Margin comments on the Nevanlinna-Pick criterion and the Schur parametrisation for a fermionic Green's function

1. Premises and conventions. Energies are in eV and measured from the chemical potential, ħ = 1, G is in eV⁻¹, a star is complex conjugation and † the Hermitian adjoint. C⁺ is the half plane Im z > 0. For a diagonal element of the one-particle Green's function (one orbital, one spin) the Lehmann sum over eigenstates of H − μN gives

G(z) = ∫ dw A(w)/(z − w), A(w) = Z⁻¹ Σ_mn (e^(−βE_m) + e^(−βE_n)) |⟨n|c†|m⟩|² δ(w − E_n + E_m) ≥ 0. (1)

The weight is m0 = ∫A dw = ⟨cc† + c†c⟩ = 1. Below, A dw stands for any non-negative measure of finite weight, δ peaks included. The data are values G_i at M distinct nodes z_i in C⁺, usually z = iω_n = i(2n + 1)π/β. Negative frequencies add nothing, since G(z*) = G(z)*. A function N is called Nevanlinna if it is analytic in C⁺ with Im N ≥ 0, and a function s is called contractive if it is analytic in C⁺ with |s| ≤ 1. By (1), Im G = −Im z ∫A/|z − w|², so −G is Nevanlinna. Two theorems of analysis are used as premises: the maximum-modulus principle, and the Herglotz representation of every Nevanlinna function,

N(z) = n0 + n1 z + ∫ dσ(w) [1/(w − z) − w/(1 + w²)], n0 real, n1 ≥ 0, σ ≥ 0, ∫dσ/(1 + w²) < ∞, (2)

in which n1 = lim N(iy)/(iy) for y → ∞ by dominated convergence (in (2), w and z are in units of 1 eV). The class (2) is wider than the class (1): it holds a constant, a linear term and measures of infinite weight. That difference is the gap that comments 7 and 8 close.

2. Why the Pick matrix is a Gram matrix. Define

P_ij = (G_j* − G_i)/(z_i − z_j*). (3)

The denominator never vanishes, because its imaginary part is Im z_i + Im z_j. For one pole, 1/(z_j* − w) − 1/(z_i − w) = (z_i − z_j*)/((z_i − w)(z_j* − w)), so (1) gives

P_ij = ∫ dw A(w)/((w − z_i)(w − z_j*)), x†Px = ∫ dw A(w) |Σ_i x_i*/(w − z_i)|² ≥ 0. (4)

P ≥ 0 (positive semidefinite) is therefore necessary. The sum in (4) is a polynomial of degree at most M − 1 over Π(w − z_i), and it is not identically zero for x ≠ 0 because its residues are the x_i*. It has at most M − 1 real zeros, so P is positive definite (P > 0) whenever A is supported on M points or more. A spectrum of r < M peaks makes P a sum of r dyads, and singular. The diagonal, P_ii = −Im G_i/Im z_i ≥ 0, is the familiar sign test; the rest of the matrix tests the data against one another.

3. The map to the disc is a congruence. The map h(u) = (u − i)/(u + i) needs a pure number, so set N = −E0 G with any energy E0 > 0, and s = h(N). Since |u + i|² − |u − i|² = 4 Im u, h sends Im u ≥ 0 into |s| ≤ 1, with inverse N = i(1 + s)/(1 − s). A contractive s that reaches |s| = 1 at a point of C⁺ is a constant by the maximum principle. The constant 1 is excluded because finite data have s_i ≠ 1, and any other unimodular constant gives a real constant N. Hence contractive interpolants of s_i = h(N_i) and Nevanlinna interpolants of N_i correspond one to one. Over a common denominator,

1 − s_i s_j* = −2i(N_i − N_j*)/((N_i + i)(N_j + i)*).

With k_ij = −i(z_i − z_j*), for which k_ii = 2 Im z_i > 0,

Q_ij = (1 − s_i s_j*)/k_ij = 2E0 P_ij/((N_i + i)(N_j + i)*). (5)

Q is P multiplied on both sides by an invertible diagonal matrix and its adjoint (N_i + i ≠ 0 once P_ii ≥ 0). Such a congruence keeps rank and signature, so the criterion does not depend on E0.

4. One Schur step on the function. Let γ1 = s(z_1) with |γ1| < 1, and define

t = (s − γ1)/(1 − γ1* s), φ1(z) = (z − z_1)/(z − z_1*).

Expanding the products gives, for any two values,

1 − t_i t_j* = (1 − |γ1|²)(1 − s_i s_j*)/((1 − γ1* s_i)(1 − γ1* s_j)*). (6)

With i = j this shows that |t| ≤ 1 exactly when |s| ≤ 1. Also t(z_1) = 0. The variable ζ = φ1(z) maps C⁺ one to one onto the unit disc with z_1 at the centre. As a function of ζ the quotient t/ζ is analytic, is bounded by 1/ρ on the circle |ζ| = ρ, hence inside it, and ρ → 1 gives |t/ζ| ≤ 1. So s2 = t/φ1 is contractive. Conversely, for any contractive s2,

s = (φ1 s2 + γ1)/(γ1* φ1 s2 + 1) (7)

has a denominator that cannot vanish (|γ1* φ1 s2| < 1), is contractive by (6), and equals γ1 at z_1. The step is thus a bijection between contractive s with s(z_1) = γ1 and all contractive s2. The remaining conditions turn into s2(z_i) = t_i/φ1(z_i) for i ≥ 2, where φ1(z_i) ≠ 0 because the nodes are distinct.

5. The same step on the matrix is one step of Gaussian elimination. By (6) the matrix T_ij = (1 − t_i t_j*)/k_ij is congruent to Q. Since t_1 = 0, its first row and column are 1/k_1j and 1/k_i1. Write φ_i' = φ1(z_i). The numerator of 1 − φ_i' φ_j'* is (z_i − z_1*)(z_j* − z_1) − (z_i − z_1)(z_j* − z_1*) = −(z_1 − z_1*)(z_i − z_j*), so

1 − φ_i' φ_j'* = k_11 k_ij/(k_i1 k_1j). (8)

Eliminating the first row and column leaves, for i, j ≥ 2,

T_ij − T_i1 T_1j/T_11 = (1 − t_i t_j*)/k_ij − (1 − φ_i' φ_j'*)/k_ij = φ_i' φ_j'* (1 − s2,i s2,j*)/k_ij. (9)

The right side is congruent to the matrix Q⁽²⁾ of the reduced problem with M − 1 nodes. As T_11 > 0, Q is congruent to the block sum of a positive number and Q⁽²⁾: Q ≥ 0 exactly when Q⁽²⁾ ≥ 0, and the rank drops by one.

The other cases are read from Q_11 = (1 − |γ1|²)/k_11. If |γ1| > 1 there is no contractive interpolant, and Q has a negative diagonal entry. If |γ1| = 1, the only candidate is the constant γ1, which fits exactly when all s_i = γ1, and then Q = 0. On the matrix side, Q ≥ 0 with Q_11 = 0 forces Q_i1 = 0 through the 2 × 2 minors, that is s_i γ1* = 1, again s_i = γ1. Function and matrix agree in every case, and induction on M, from the empty problem that every contractive function solves, proves Pick's theorem (1916):

a Nevanlinna function with the values −G_i exists if and only if P ≥ 0. (10)

6. All solutions. Iterate with γ_k = s_k(z_k) and φ_k(z) = (z − z_k)/(z − z_k*). By comment 5, P > 0 exactly when |γ_k| < 1 for k = 1 … M. After M steps no condition is left and θ = s_(M+1) is free. Composition of maps of the form (7) is multiplication of their coefficient matrices, written here by rows:

[a b; c d](z) = [φ1 γ1; γ1*φ1 1] [φ2 γ2; γ2*φ2 1] … [φ_M γ_M; γ_M*φ_M 1], (11)

s = (aθ + b)/(cθ + d), G = −(i/E0) ((a + c)θ + b + d)/((c − a)θ + d − b). (12)

The order matters: node 1 stands on the left. The determinant is ad − bc = Π φ_k(1 − |γ_k|²). In practice γ_k = (d s_k,data − b)/(a − c s_k,data), with s_k,data = h(N_k) and a, b, c, d the product of the first k − 1 factors at z_k. Because each step is a bijection, (12) gives every interpolant once as θ runs over all contractive functions. The recursion is Schur's (1917), its use for interpolation Nevanlinna's (1919), and its use for Matsubara data is due to Fei, Yeh and Gull (2021).

The freedom exists only for P > 0. If P ≥ 0 has rank r < M, then after r steps the reduced matrix is zero, |γ_(r+1)| = 1, and s_(r+1) must be that constant. The interpolant is unique, rational of degree at most r, and unimodular on the real axis, where |φ_k| = 1. Then N is real on the real axis: a real constant plus n1 z plus finitely many real poles.

7. P ≥ 0 alone does not give a spectrum. The data G_i = −z_i (in units of eV) give P_ij = 1, of rank one, and real constant data give P = 0. For M ≥ 2 the unique interpolants are −z and the constant, and neither has the form (1), which decays as m0/z. A second condition follows from the Cauchy-Schwarz inequality. With the column g = (G_i), x†g = −∫A Σ x_i*/(w − z_i), so |x†g|² ≤ m0 x†Px, that is

P − gg†/m0 ≥ 0. (13)

For x in the kernel of P, (13) gives x†g = 0, so g lies in the range of P. Conversely, if g = Py, then |x†g|² ≤ (x†Px)(y†Py) with equality at x = y, so (13) holds exactly when

m0 ≥ m_min = g†P⁺g, (14)

P⁺ being the inverse on the range of P.

8. The sum rule is a Pick problem for the self-energy. A lemma first: if −G is Nevanlinna and |yG(iy)| ≤ m0 for large y, then G has the form (1) with weight lim iyG(iy) ≤ m0. Indeed (2) gives n1 = 0; then −y Im G(iy) = ∫dσ y²/(w² + y²) rises monotonically to the total weight, which is at most m0; with finite weight the term w/(1 + w²) integrates to a constant, and the total constant vanishes because G(iy) → 0.

Let all G_i ≠ 0 (if one vanishes, P ≥ 0 makes its row zero and all data vanish). Put Σ_i = z_i − m0/G_i. Then

(Σ_j* − Σ_i)/(z_i − z_j*) = −1 + m0 P_ij/(G_i G_j*), (15)

which is congruent to P − gg†/m0. If (13) holds, (10) supplies a Nevanlinna −Σ with these values. G = m0/(z − Σ) has Im(z − Σ) ≥ Im z, so −G is Nevanlinna and |yG(iy)| ≤ m0. The lemma applies, and the weight is m0/(1 + n1), with n1 the linear coefficient of −Σ. The full criterion follows.

(a) A non-negative spectrum of finite weight exists if and only if P ≥ 0 and g lies in the range of P. For P > 0 the second condition is automatic.
(b) For P > 0 a spectrum of weight exactly m0 exists if and only if m0 ≥ m_min. For m0 > m_min, (15) is positive definite; as z → i∞ every φ_k → 1, the product (11) tends to an automorphism of the disc, a constant |θ| < 1 keeps Σ(i∞) finite, and n1 = 0. For m0 = m_min, (15) is singular, Σ is unique, and n1 > 0 would give a weight below m_min, against (14).
(c) For singular P the one candidate has weight m_min, since m0 = m_min bounds it from above and (14) from below.

Applying (12) to −G leaves θ to secure decay and weight. Applying it to −Σ builds in weight ≤ m0 for every θ.

9. What the data fix: a disc at each point. For P > 0 take a further point z = ω + iη and ask which values v = G(z) are allowed. By (10) they are those for which the enlarged Pick matrix is non-negative, that is for which its last pivot S(v) = (v* − v)/(z − z*) − p†P⁻¹p ≥ 0, with p_i = (v* − G_i)/(z_i − z*). Write p = U y, y = (v*, 1), U = [e, −f], e_i = 1/(z_i − z*), f_i = G_i e_i. Then S = y†Hy with H = J − U†P⁻¹U, J_11 = J_22 = 0, J_21 = −J_12 = 1/(z − z*). Completing the square,

S(v) = κ(r² − |v − v_c|²), κ = e†P⁻¹e, v_c = [1/(2iη) + f†P⁻¹e]/κ, r² = −det H/κ². (16)

The determinant of the block matrix [P U; U† J], expanded in both orders, gives det H = det J · det(P − UJ⁻¹U†)/det P. Here det J = −1/(4η²), and (UJ⁻¹U†)_ij = (z − z*)(G_i − G_j*) e_i e_j* = (1 − χ_i χ_j*)P_ij by (3) and by (8) with z in the place of z_1, χ_i = (z_i − z)/(z_i − z*). So P − UJ⁻¹U† has entries χ_i P_ij χ_j*, and since |χ_i| = |φ_i(z)|,

r = |B(z)|/(2ηκ), B = Π φ_k. (17)

Interior points of the disc give an enlarged P > 0 and are reached by true spectra, by 8(a). Two limits matter. For fixed data and η → 0, |B| → 1 and κ stays finite, so r grows as 1/η: no finite data set bounds A at a real frequency. For fixed z and more Matsubara nodes, κ = max |x†e|²/x†Px cannot decrease, while |φ_n|² = 1 − 4ηω_n/|z + iω_n|² and Σ1/ω_n diverges, so B → 0 and r → 0: exact data on all Matsubara frequencies fix G among Nevanlinna functions, with no further growth condition.

10. Range of validity. The proof needs A ≥ 0. It covers diagonal elements ⟨cc†⟩ for any normalised orbital, traces of them, and −Σ of an exact theory, whose static part is the total constant n0 − ∫ w dσ/(1 + w²) of (2), with n0 = Re[−Σ(i)] in the units of (2). It does not cover an off-diagonal element taken alone, for which a block version of (3) is required, nor a bosonic response, whose A changes sign with w, nor an approximation whose spectrum has negative parts; there a negative eigenvalue of P can be a true property of the approximation. The nodes must be distinct and in C⁺. The data are treated as exact: the criterion has no tolerance, and statistical or rounding errors can move the data out of the admissible set when P is nearly singular, in which case some |γ_k| exceeds 1 and (12) has no meaning. The theorem does not choose θ. A smoothness rule for θ is prior information and not a result of the data.

11. A model for the Ni e_g spectral function of NiO. The compiled Néel temperature is 523 K (Fischer 2009). The choice β = 20 eV⁻¹, T = 580 K, lies above it, so both spins share one G. The first Matsubara frequencies are 0.1571, 0.4712 and 0.7854 eV. The model has three peaks, all positions and weights assumed: an electron-addition peak at +2 eV with weight 0.45, a main removal peak at −2 eV with weight 0.30 and a satellite at −8 eV with weight 0.25. The positions were chosen to reproduce the typical gap of about 4 eV and the typical satellite distance of about 6 to 7 eV below the main line. All numbers below are the model's and were carried at full precision.

G_1 = −0.04330 − 0.02989i, G_2 = −0.03991 − 0.08554i, G_3 = −0.03403 − 0.13063i eV⁻¹.

Two nodes. P_11 = 0.19026, P_22 = 0.18153, P_12 = 0.18371 − 0.00539i eV⁻², det P = 7.580 × 10⁻⁴ eV⁻⁴, eigenvalues 0.3697 and 2.050 × 10⁻³ eV⁻². With E0 = 1 eV, γ1 = −0.9385 − 0.0815i and, with φ1(z_2) = 1/2, γ2 = 0.9593 + 0.1113i, so that 1 − |γ|² = 0.1125 and 0.0673. Both lie inside the disc, as P > 0 demands. Equation (14) gives m_min = 0.7868 < 1, so spectra of unit weight form an infinite family.

Explicit members follow from dν = A dw/((w² + ω_0²)(w² + ω_1²)). By partial fractions G_1, G_2 and their conjugates fix the moments ν_0 … ν_3, and the weight m0 then fixes ν_4. The monic quadratic q orthogonal to 1 and w under ν is fixed by ν_0 … ν_3, and ∫q²dν equals m0 minus a number fixed by the data. The weight is least when ν sits on the zeros of q: peaks at −2.127 and +1.951 eV with weights 0.366 and 0.421, which add to m_min. For unit weight, three peaks with one position chosen leave five unknowns for five moments. Placing the third peak at +8 eV gives peaks at −2.203, +1.875 and +8 eV with weights 0.401, 0.370 and 0.229. This spectrum reproduces G_1, G_2 and the sum rule exactly, has its two inner peaks 4.08 eV apart against 4 eV in the model, yet carries the satellite on the opposite side of the gap and 0.401 in place of 0.55 below the chemical potential.

The discs (16), (17), taken without the sum rule, which can only shrink the allowed set, show the same division. At z = 0.1i eV, r = 6.61 × 10⁻⁴ eV⁻¹ and the model has −Im G = 0.01909 eV⁻¹, so every admissible spectrum has −Im G ≤ 0.01909 + 2r = 0.0204 eV⁻¹. As η/(w² + η²) ≥ 1/(2η) for |w| ≤ η, the weight within 0.1 eV of the chemical potential is at most 0.0041. At z = (2 + 0.1i) eV, Im v_c = −2.280 and r = 2.268 eV⁻¹, so the broadened spectrum −Im G/π may lie anywhere from 0.0038 to 1.45 eV⁻¹, the model's value being 1.43 eV⁻¹.

Third node. At z_3, |B| = (2/3)(1/4) = 1/6 and κ = 19.28 eV⁰, so G_3 is confined by the first two values to a disc of radius 5.50 × 10⁻³ eV⁻¹. The pivot is S = 6.03 × 10⁻⁶ eV⁻², which by (16) puts G_3 only 2.85 × 10⁻⁵ eV⁻¹ inside the rim; correspondingly 1 − |γ3|² = 0.00678, and the smallest eigenvalue of the 3 × 3 matrix is 1.18 × 10⁻⁶ eV⁻². With three peaks and three nodes the constant function lies in the span of the 1/(w − z_i) on the support, the Cauchy-Schwarz bound is saturated, m_min = 1, and by 8(b) the model is the only spectrum of unit weight. The spectrum with its satellite at +8 eV is now excluded, but its G_3 differs from the model's by only 5.5 × 10⁻⁴ eV⁻¹, on |G_3| = 0.135 eV⁻¹. An outward error of 2.1 × 10⁻⁴ of |G_3| already destroys P ≥ 0. Real NiO has bands and multiplets in place of three sharp peaks, so its P is positive definite for every M and its spectrum is never unique at finite M. For any spectrum, adding a node cannot raise the smallest eigenvalue of P, by eigenvalue interlacing, so the demand on the precision of the data and of the arithmetic never relaxes as nodes are added.